**Lecturer:** Take trans-polyacetylene in the SSH model: a frozen lattice, one π orbital per carbon, both spins, half filling, and hoppings $t_\pm=t_0\pm2\gamma u$ on double and single bonds. The typical inputs $t_0=2.5$ eV, $\gamma=4.1$ eV/Å, $u=0.04$ Å give 2.828 and 2.172 eV and a gap $8\gamma u=1.31$ eV. How does the guaranteed bond dimension respond if we change the cut, the energy scale, $u$ or the length?

**Student:** Guaranteed by what?

**Lecturer:** By Verstraete and Cirac (2006). Sort the Schmidt weights $p_1\ge p_2\ge\dots$ at cut $m$ and let $\epsilon_m(D)=\sum_{i>D}p_i$. An MPS exists with $\|\psi-\psi_D\|^2\le2\sum_m\epsilon_m(D)$. At one cut put $p=p_{D+1}$ and $S_\alpha=\ln\sum_ip_i^\alpha/(1-\alpha)$, in nats. For $0<\alpha<1$, $\sum_ip_i^\alpha\ge Dp^\alpha+\epsilon p^{\alpha-1}$. The right side is least at $p=(1-\alpha)\epsilon/(\alpha D)$, so
$$\ln\epsilon\le\frac{1-\alpha}{\alpha}\Big(S_\alpha-\ln\frac{D}{1-\alpha}\Big)+\ln\alpha .$$
The standard form drops the negative $\ln\alpha$. A target $\epsilon$ is then met by any $D\ge D^*$, with
$$\ln D^*=S_\alpha+\ln(1-\alpha)+\frac{\alpha}{1-\alpha}\ln\frac1\epsilon .$$
With $\epsilon\propto1/N$ and $S_\alpha$ bounded or logarithmic in $N$, $D^*$ is polynomial.

**Student:** Why not the von Neumann entropy?

**Lecturer:** Take one weight $1-w$ and $M\approx e^{1/w}$ weights $w/M$. Then $S_1\approx1-w\ln w-(1-w)\ln(1-w)\le1+\ln2$, yet $\epsilon=w/2$ needs $D\approx M/2$, exponential in $N$ when $w\sim1/N$. Schuch, Wolf, Verstraete and Cirac (2008) built whole chains of this kind.

**Student:** And $S_\alpha$ here?

**Lecturer:** For a long chain the reduced state is $\propto\exp(-\sum\eta_lf_l^\dagger f_l)$. I quote its closed form. Per spin and for all integers $l$, $\eta_l=2l\eta$ across a double bond and $(2l+1)\eta$ across a single bond. Here $\eta=\pi K(k')/K(k)$, $K$ is the complete elliptic integral of modulus $k=t_-/t_+$, and $k'^2=1-k^2$. We get $k=0.768$, $\eta=2.892$. Each mode contributes $s(|\eta_l|)$, with
$$s(x)=\frac{\ln(1+e^{-\alpha x})-\alpha\ln(1+e^{-x})}{1-\alpha},\qquad\int_0^\infty s\,dx=\frac{\pi^2}{12}\Big(1+\frac1\alpha\Big).$$
I treat every cut as a bulk cut. The decay length is $1/\ln(1/k)=3.8$ cells, so cuts near the ends differ. Reference case: 100 carbons, $\epsilon=5\times10^{-7}$ per cut, total $9.9\times10^{-5}$, double-bond cut, $\alpha=1/6$, near the minimiser 0.17 of $D^*$. Move the cut to a single bond.

**Student:** The double bond has one zero mode per spin. Removing them lowers $S_\alpha$ by $2\ln2=1.39$, so $D^*$ falls fourfold.

**Lecturer:** Right sign, wrong size. The first nonzero level also drops, from $2\eta$ to $\eta$. Both ladders hold four modes per $2\eta$ in $|\eta_l|$, and at small $\alpha$ many rungs count, so the sum approaches density times integral. Theta-function identities make this exact. With $\tilde q=e^{-\pi^2/\eta}$,
$$S_\alpha=\frac{\pi^2}{6\eta}\Big(1+\frac1\alpha\Big)+\frac{4}{1-\alpha}\sum_{n\ \mathrm{odd}>0}\big[\ln(1\pm\tilde q^{\,n/\alpha})-\alpha\ln(1\pm\tilde q^{\,n})\big],$$
upper sign for the single bond. Here $\tilde q=0.0329$, so the cuts differ by about $8\alpha\tilde q/(1-\alpha)=0.053$, a factor 0.949 in $D^*$. Fourfold is the limit $k\to0$. Now double $t_0$ and $\gamma$ together.

**Student:** The gap doubles, so $D^*$ falls.

**Lecturer:** $H\to2H$ leaves $\psi$ alone. Only $k$ enters, and nothing moves. Halve $u$ instead.

**Student:** The gap halves while the total width $4t_0$ stays, and the decay length about doubles. $D^*$ rises, perhaps twofold?

**Lecturer:** More. For small $\delta=2\gamma u/t_0$, $\tilde q\approx\delta/4$; ours is $\delta=0.1312$, giving 0.0328. So $\pi^2/\eta\approx\ln(4/\delta)$ gains $\ln2$, $S_{1/6}$ gains $\tfrac76\ln2$, and $D^*$ a factor $2^{7/6}=2.24$. Last, double $N$ at about the same total.

**Student:** $S_\alpha$ is saturated and $\epsilon$ halves, giving $2^{\alpha/(1-\alpha)}=2^{1/5}=1.15$. But these are moves of a bound. Does the true $D$ follow?

**Lecturer:** Count. With $q=e^{-\eta}$, the double-bond weights are $\propto q^{2n}$ with degeneracies $4\times(1,4,10,24,\dots)$, from $\prod_{l\ge1}(1+q^{2l})^4$. The single-bond weights are $\propto q^n$ with $1,4,6,8,17,28,38,\dots$, from $\prod_{l\ge0}(1+q^{2l+1})^4$. Keep the largest until the tail is below target, and call that number $D_{\min}$. For $u=0.02$ Å, $k=0.877$ and $\eta=2.402$. I summed the modes directly and rounded $D^*$ up; factors are relative to the reference.

| change | reasoned factor | $S_{1/6}$ | $D^*$ | factor | $D_{\min}$ | factor |
|---|---|---|---|---|---|---|
| reference | 1 | 4.009 | 836 | 1 | 88 | 1 |
| single-bond cut | 0.949 | 3.956 | 793 | 0.949 | 85 | 0.97 |
| $t_0,\gamma$ doubled | 1 | 4.009 | 836 | 1 | 88 | 1 |
| $u$ halved | 2.24 | 4.808 | 1858 | 2.22 | 154 | 1.75 |
| $\epsilon$ halved | 1.15 | 4.009 | 960 | 1.15 | 122 | 1.39 |

**Student:** So the bound is loose about tenfold, and in the last row the true count grows faster than the bound.

**Lecturer:** Nothing forbids that. An upper bound on $D$ does not bound ratios of $D$. In the reference and in that row the target falls inside the shell of 96 equal weights $\propto q^6$, which holds nearly all the tail. There $\epsilon$ falls only linearly in $D$, so halving it costs 34 states. All signs agree, and your fourfold drop is absent from the exact count too.

**Student:** And at $u=0$, where $\eta\to0$?

**Lecturer:** The length replaces $1/\delta$ as cutoff. The conformal result for a mid-chain cut of an open chain, with central charge 2 for two spins, is $S_\alpha\simeq\tfrac16(1+1/\alpha)\ln N$ plus a constant. At fixed total, $D^*\propto N^{\nu}$ with $\nu=\tfrac16(1+1/\alpha)+\alpha/(1-\alpha)$. This is least at $\alpha=1/(1+\sqrt6)=0.290$, where $\nu=\tfrac13+2/\sqrt6=1.15$: polynomial without a gap.

**Student:** Is 836 then safe for DMRG on the real polymer?

**Lecturer:** No. It is the model's number. SSH omits the on-site repulsion, typically of order 10 eV in unscreened π models and so well above $t_0$, along with its long-range tail. The inequalities hold for the correlated state as well, but $S_\alpha$ must then come from that state. They also assert that an MPS exists, not that a sweep finds it.